# Fixed-spin-moment energies and the clamped cell

A fixed-spin-moment (FSM) curve $E(M)$ is normally computed in a cell of fixed volume. A sample in a magnet sits at fixed pressure, and its lattice expands as the moment grows. This page shows where the clamped cell enters the Stoner analysis, derives the first correction, and sizes it in a model of metamagnetic YCo$_2$.

**Conventions.** Temperature is zero, spins are collinear and spin-orbit coupling is dropped. All extensive quantities are per Co atom. $M=N_\uparrow-N_\downarrow$ is the cell value divided by the number of Co atoms, with $\uparrow$ the majority spin, so the spin moment is $M\mu_B$. Energies are in eV, $g$ is the density of states per spin at $E_F$, $B$ is the magnetic field and $K$ the bulk modulus.

## The result at fixed volume

The FSM method, applied to YCo$_2$ by Schwarz and Mohn in 1984, minimises the spin-density functional under one extra constraint:

$$E(M)=\min_{\rho_\uparrow,\rho_\downarrow}\Big\{E_v[\rho_\uparrow,\rho_\downarrow]\ :\ N_\uparrow+N_\downarrow=N,\ N_\uparrow-N_\downarrow=M\Big\}.$$

With multipliers $\mu$ and $h$ for the two constraints, stationarity reads $\delta E_v/\delta\rho_\sigma=\mu\pm h$. The Kohn-Sham orbitals are those of the usual self-consistent spin potentials, filled to two Fermi levels $\mu_\uparrow=\mu+h$ and $\mu_\downarrow=\mu-h$. Because the functional is stationary, only the explicit dependence on $M$ survives in the derivative:

$$\frac{dE}{dM}=h=\frac{\mu_\uparrow-\mu_\downarrow}{2}.$$

A Zeeman term $-\mu_BBM$ has the same form, so $h=\mu_BB$ for a spin $g$-factor of 2.

The Stoner model takes the exchange-correlation potential to split the paramagnetic bands rigidly by $IM$. Adding $n$ electrons to one spin band moves its filling level by $\varepsilon(n)$, fixed by $n=g\varepsilon+g'\varepsilon^2/2+g''\varepsilon^3/6+\dots$, where primes are energy derivatives at $E_F$. Inverting the series,

$$\varepsilon(n)=\frac{n}{g}-\frac{g'n^2}{2g^3}+\frac{(3g'^2-gg'')\,n^3}{6g^5}+\dots$$

The two Fermi levels differ by the difference of filling levels minus the splitting, $2h=\varepsilon(M/2)-\varepsilon(-M/2)-IM$. The even term cancels. Integrating $h$ over $M$,

$$E(M)=\frac{a}{2}M^2+\frac{b}{4}M^4+\frac{c}{6}M^6+\dots,\qquad a=\frac{1-Ig}{2g},\qquad b=\frac{3g'^2-gg''}{48g^5}.$$

The leading term is $M^2(1-Ig)/(4g)$. The susceptibility $dM/dh=1/a=2g/(1-Ig)$ is the Pauli value $2g$ times $S=1/(1-Ig)$, and $M=0$ turns unstable for $Ig>1$. With $a>0$, a negative $b$ (it needs $gg''>3g'^2$) can make $E(M)$ concave over a range of $M$. This is the itinerant metamagnetism of Wohlfarth and Rhodes (1962). The concave part belongs to the homogeneous state that a small cell enforces. A macroscopic sample replaces it by a mixture of two phases, and in equilibrium the moment jumps between the two points $M_1<M_2$ of the common tangent, whose slope is the transition field $h_c$.

### The tangent in closed form

For the sixth-order polynomial the tangent condition says that $E(M)-h_cM$ plus a constant has double zeros at $M_1$ and $M_2$. With $s=M_1+M_2$ and $p=M_1M_2$ it equals $(c/6)(M^2-sM+p)^2$ times a monic quadratic. The absence of $M^5$ and $M^3$ terms fixes that quadratic as $M^2+2sM+s^2+p$, and the remaining powers give

$$3p-2s^2=\frac{3b}{2c},\qquad s^4-ps^2+3p^2=\frac{3a}{c},\qquad h_c=\frac{c\,s^3p}{3}.$$

Eliminating $p$ leaves a quadratic for $s^2$. With $x=ac/b^2$ and $b<0$,

$$s^2=\frac{3|b|}{10c}\left[\frac32+\sqrt{20x-\frac{11}{4}}\right],\qquad p=\frac{2s^2}{3}-\frac{|b|}{2c},\qquad \Delta M=M_2-M_1=\sqrt{s^2-4p}.$$

At $x=9/20$ the jump closes, and at $x=3/16$ one has $p=0$ and $h_c=0$, a spontaneous ferromagnet reached by a first-order transition. Metamagnetism occupies $3/16<x<9/20$.

## Where the assumption enters

The subscript $v$ on $E_v$ is the assumption. The minimisation runs over densities in a given external potential, so nuclei and cell are frozen, and the step $dE/dM=h$ holds $v$ fixed. The quantities $g$, $g'$, $g''$ and $I$ all belong to that one geometry. At pressure $P$ the potential to which the common tangent applies is instead

$$G(M)=\min_V\,[E(M,V)+PV].$$

In the cubic Laves (C15) structure of YCo$_2$ the atomic positions have no free parameter. Without spin-orbit coupling a uniform moment picks out no lattice direction, so the only distortion that couples linearly to $M^2$ is the volume. One variable suffices, $\omega=\ln(V/V_0)$, with $V_0$ the equilibrium volume of the nonmagnetic state at $P=0$.

## The first correction

Time reversal makes $E$ even in $M$. At $M=0$ there is no term linear in $\omega$, by the choice of $V_0$. The lowest terms are

$$E(M,\omega)=\frac{a}{2}M^2+\frac{b_V}{4}M^4+\frac{c}{6}M^6+\frac{k}{2}\omega^2-C\,\omega M^2,$$

with $k=KV_0$, $b_V$ the clamped coefficient, and $C=-\tfrac12\,\partial a/\partial\omega$. Since the susceptibility is $\chi=1/a$, the coupling is also $d\ln\chi/d\ln V=2C/a$. In the Stoner model, with $g\propto V^{\gamma}$ and $I\propto V^{\eta}$,

$$C=\frac{\gamma}{4g}+\frac{\eta I}{4}.$$

The coupling is set by the kinetic term $1/(4g)$, and not by the small difference $a/2$. This is the reason volume matters in nearly ferromagnetic metals: for $\eta=0$, $d\ln\chi/d\ln V=\gamma S$.

Add $PV\approx PV_0(1+\omega)$ and minimise. Then $\omega=(CM^2-PV_0)/k$, and up to a constant the last terms combine to $-(CM^2-PV_0)^2/(2k)$. Expanding the square,

$$G(M)=\frac{a_P}{2}M^2+\frac{b_P}{4}M^4+\frac{c}{6}M^6,\qquad a_P=a+\frac{2CP}{K},\qquad b_P=b_V-\frac{2C^2}{k}.$$

At $P=0$ the strain is $\omega=\lambda M^2$ with $\lambda=C/k$, the volume magnetostriction coefficient, and $\Delta b\equiv b_V-b_P=2\lambda^2k$. Three statements follow.

1. **The Stoner criterion survives.** The strain is of order $M^2$ and enters the energy squared, so $a$, the enhancement $S$ and the condition $Ig>1$ are untouched, provided they are evaluated at the nonmagnetic equilibrium volume for the pressure at hand.
2. **The quartic term always drops.** $\Delta b\ge0$ for either sign of $C$. A large enough coupling turns $b_V>0$ into $b_P<0$ and makes a continuous transition first order, the mechanism of Bean and Rodbell (1962).
3. **The curvature drops.** In general $G''=E_{MM}-E_{M\omega}^2/E_{\omega\omega}$ at the relaxed volume. Here the second term is $4C^2M^2/k$. A further $2C^2M^2/k$ comes from evaluating $E_{MM}$ at $\omega=\lambda M^2$ instead of at zero, and the sum is $3\,\Delta b\,M^2$, as the polynomial requires.

### Shift of the transition field

Coexistence means $G(M_2)-G(M_1)=h_c\Delta M$ with $G'(M_1)=G'(M_2)=h_c$. Change the curve by $\delta G(M)$. The shifts of $M_1$ and $M_2$ cancel at first order because of the slope conditions, which leaves

$$\delta h_c=\frac{\delta G(M_2)-\delta G(M_1)}{\Delta M}.$$

A run clamped at strain $\omega_0$ differs from the relaxed curve at $P=0$ by $\delta G=\Delta b\,M^4/4-C\omega_0M^2$ plus a constant, so

$$h_c^{\rm clamped}(\omega_0)-h_c=\frac{\Delta b}{4}\,s\,(M_1^2+M_2^2)-C\,s\,\omega_0=C s\left[\frac{\lambda(M_1^2+M_2^2)}{2}-\omega_0\right].$$

The first term is the missing relaxation and is quadratic in the coupling. The second is the price of clamping at another volume and is linear in it. They cancel when $\omega_0$ is the mean of the equilibrium strains of the two phases. For the relaxed crystal under pressure, $\delta G=CPM^2/K$ gives $dh_c/dP=Cs/K=V_0\,\Delta\omega/\Delta M$ with $\Delta\omega=\lambda(M_2^2-M_1^2)$, which is the Clausius-Clapeyron relation.

## A model of YCo$_2$

All inputs are approximate or chosen; none is a measurement or the output of a calculation.

| input | value | status |
|---|---|---|
| cubic lattice constant, 16 Co per cell | 7.22 Å | approximate |
| $K$ | 110 GPa | approximate |
| $a$, $b_P$, $c$ | 0.032, $-0.28$, 0.84 eV | chosen |
| $\lambda$ | 0.010 per $(\mu_B/\text{Co})^2$ | typical, range 0.005 to 0.015 |
| $I$ | 0.9 eV | approximate |

The three Landau coefficients were chosen to reproduce the typical low-temperature behaviour of YCo$_2$: a strongly enhanced susceptibility, and a jump of a little under $0.3\,\mu_B$ per Co near 70 T. Since a real sample is free to expand, they are taken as the coefficients of the relaxed curve $G(M)$. The field and jump below restate that choice and test nothing.

The structure gives $V_0=23.52$ Å$^3$, $k=16.15$ eV and $C=\lambda k=0.1615$ eV. The value of $a$ means a susceptibility of $1.8\times10^{-3}\,\mu_B$ per Co per tesla and $d\ln\chi/d\ln V=10$. From $1/(2g)=a+I/2$ one gets $g=1.04$ eV$^{-1}$ and $S=15$.

**Relaxed curve.** $x=0.343$, $s=0.594$, $p=0.0684$, so $M_1=0.156$, $M_2=0.437$, $\Delta M=0.281$ and $h_c=4.01$ meV, that is $B_c=69.3$ T. The concave part, where $a+3b_PM^2+5cM^4<0$, runs from 0.226 to 0.386, well inside the jump. The volume jumps by $\Delta\omega=0.17\,\%$.

**Clamped at $V_0$.** $\Delta b=3.23$ meV, which is 1.2 % of $|b_P|$, so $b_V=-0.2768$ eV. The lattice is thus not the cause of the concavity in this model, because $b_V$ is already strongly negative. With $M_1^2+M_2^2=0.216$ the first-order formula puts the clamped field 1.8 T above the relaxed one. The closed form with $b_V$ gives $B_c=71.1$ T and $\Delta M=0.267$. Clamping raises the field by 2.6 % and shrinks the jump by 5 %, so the small change of $b$ is amplified, since $h_c$ results from a near cancellation of three terms.

The table keeps the relaxed curve fixed and varies $\lambda$.

| $\lambda$ | $\Delta b$ (meV) | clamped $x$ | shift of $B_c$, first order (T) | shift, closed form (T) | clamped $\Delta M$ |
|---|---|---|---|---|---|
| 0.005 | 0.81 | 0.345 | 0.4 | 0.4 | 0.278 |
| 0.010 | 3.23 | 0.351 | 1.8 | 1.8 | 0.267 |
| 0.015 | 7.27 | 0.361 | 4.0 | 3.9 | 0.250 |
| 0.025 | 20.19 | 0.398 | 11.2 | 10.6 | 0.183 |

The last row is the pure scaling estimate. Heine's canonical rule for the width of a d band, $W\propto V^{-5/3}$, gives $\gamma=5/3$, and with $\eta=0$ one finds $C=0.40$ eV and $\lambda=0.025$. It assumes that the shape of the density of states is fixed and that $I$ does not respond to volume, and it serves here as an upper bracket. The adopted $\lambda=0.010$ corresponds to an effective $\gamma=0.67$ at $\eta=0$, or to $\eta=-1.07$ at $\gamma=5/3$.

**Clamped at another volume.** The linear term is $Cs=0.0959$ eV per unit strain, or 16.6 T for each per cent of volume. One per cent of volume is 0.024 Å in the lattice constant, so 0.01 Å is worth about 7 T. The closed form with $a\to a-2C\omega_0$ and $b_V$ gives 87.9 T at $\omega_0=-1\,\%$ and 54.7 T at $+1\,\%$, against 71.1 T at zero, so the response is close to linear. The whole relaxation correction equals a strain of 0.11 %, or 0.0026 Å. For the free crystal the same coefficient gives $dB_c/dP=15$ T/GPa.

The window for metamagnetism is narrow in volume. The clamped curve loses its concave part at $a=9b_V^2/(20c)=0.0410$ eV, reached at $\omega_0=-2.8\,\%$. It becomes ferromagnetic in zero field at $a=3b_V^2/(16c)=0.0171$ eV, reached at $\omega_0=+4.6\,\%$. The local density approximation typically places the lattice constants of 3d compounds 1 to 2 % low, which is 3 to 6 % in volume, as wide as the distance to the edge of this window. FSM curves taken at a functional's own equilibrium volume and at the physical volume can therefore differ in kind, and a curve means little without the volume at which it was clamped.

## What has been left out

**Volume dependence of $b$ and $c$.** If the band scales uniformly, the whole filling energy is proportional to $W$, as the formula for $b$ shows ($g'^2/g^5\propto W$). The driving force $-\partial E/\partial\omega$ of the moment is then $f(M)=CM^2+\gamma U(M)$ with $U=bM^4/4+cM^6/6$, the relaxation energy is $-f^2/(2k)$, and the strain coefficient of $h_c$ is $[f(M_2)-f(M_1)]/\Delta M$. With $\gamma=5/3$, $C$ kept at 0.1615 eV and $b=-0.28$ eV, $U(M_2)=-1.58$ meV. The strain coefficient falls by 9.5 % to 15.0 T per cent, and the relaxation shift falls from 1.8 to 1.5 T. The edges of the window, where $b^2/c\propto W$ now moves as well, go to $-3.5\,\%$ and $+5.1\,\%$ in a linearised estimate. The relaxation shift is thus good to one figure.

**Higher elastic terms.** The cubic term of $E(0,\omega)$ is $k(2-K')\omega^3/6$ with $K'=dK/dP$. For a typical $K'\approx5$ and $\omega=\lambda M_2^2=0.19\,\%$ it is 0.2 % of the quadratic term. The term in $\omega^2M^2$ changes $k$ by about $\gamma^2M_2^2/(4g)=0.13$ eV, or 0.8 %. Both are negligible.

**Spin fluctuations.** These rival the lattice effect. A local or semilocal functional evaluates $E(M)$ for a static moment. Averaging the polynomial over isotropic Gaussian fluctuations $\mathbf m$ with $\langle m^2\rangle=\xi^2$ uses $\langle|\mathbf M+\mathbf m|^4\rangle=M^4+\tfrac{10}{3}\xi^2M^2+\dots$ and $\langle|\mathbf M+\mathbf m|^6\rangle=M^6+7\xi^2M^4+\dots$, so that to order $\xi^2$

$$\delta a=\tfrac53\,b\,\xi^2,\qquad \delta b=\tfrac{14}{3}\,c\,\xi^2,\qquad \delta h_c=\tfrac12 s\,\delta a+\tfrac14 s\,(M_1^2+M_2^2)\,\delta b.$$

For an illustrative $\xi=0.1$, $a$ falls by 15 % and the two parts of $\delta B_c$ are $-24$ T and $+22$ T, leaving $-2.2$ T. The remainder is as large as the relaxation shift, and its sign is not reliable, since it is a small difference and $\xi$ itself depends on $M$. In the model above this effect is already inside the chosen coefficients. In a computed FSM curve it is absent, and correcting for the lattice alone does not make $B_c$ good to a few tesla.

**Kinetics.** The common tangent gives the equilibrium field. The misfit $\Delta\omega$ between the phases adds elastic energy to a nucleus of one inside the other, which bears on hysteresis and is not treated here.

## Using this in an FSM run

The correction needs no relaxation runs. At fixed $M$ the functional is stationary, so the pressure that the code reports for the clamped cell is $P(M)=-\partial E/\partial V=f(M)/V_0$, counted from its value at $M=0$. The relaxed curve to lowest order is

$$G(M)=E(M,V_0)-\frac{V_0\,P(M)^2}{2K},$$

which includes the $M^4$ and $M^6$ parts of $f$ without any scaling assumption. The slope of $P$ against $M^2$ at small $M$ gives $C/V_0$. In the model $P(M_2)=K\lambda M_2^2=0.21$ GPa.

The energies involved are small. At $M_2$ the relaxation energy is 0.030 meV per Co, out of $G(M_2)=1.48$ meV. The hump of $G-h_cM$ above the tangent, taken midway between $M_1$ and $M_2$, is 0.047 meV, and one tesla in $B_c$ corresponds to $\mu_B\Delta M\times1\,\text{T}=0.016$ meV. It is safer to read $h(M)=(\mu_\uparrow-\mu_\downarrow)/2$ from each run, where one tesla is 0.058 meV, and to apply the equal-area rule $\int_{M_1}^{M_2}(h-h_c)\,dM=0$, than to draw tangents to total energies. The relaxed multiplier is $h(M)-V_0P\,P'(M)/K$, which in the model is $h-\Delta b\,M^3$.

The least certain input is $\lambda$. As typical knowledge, the pressure slopes of the transition field in the Al- and Ga-substituted relatives of YCo$_2$ and LuCo$_2$ are of order 10 T/GPa, so the model's 15 T/GPa may be high by about half. A slope of 10 T/GPa corresponds to $\lambda=0.0066$, for which the model's relaxation shift is 0.8 T and its strain coefficient 11 T per cent of volume. Between these two choices of $\lambda$ the model puts the relaxation correction at 1 to 2 T out of about 70 T, and the cost of a clamped volume that is off by one per cent at 11 to 17 T.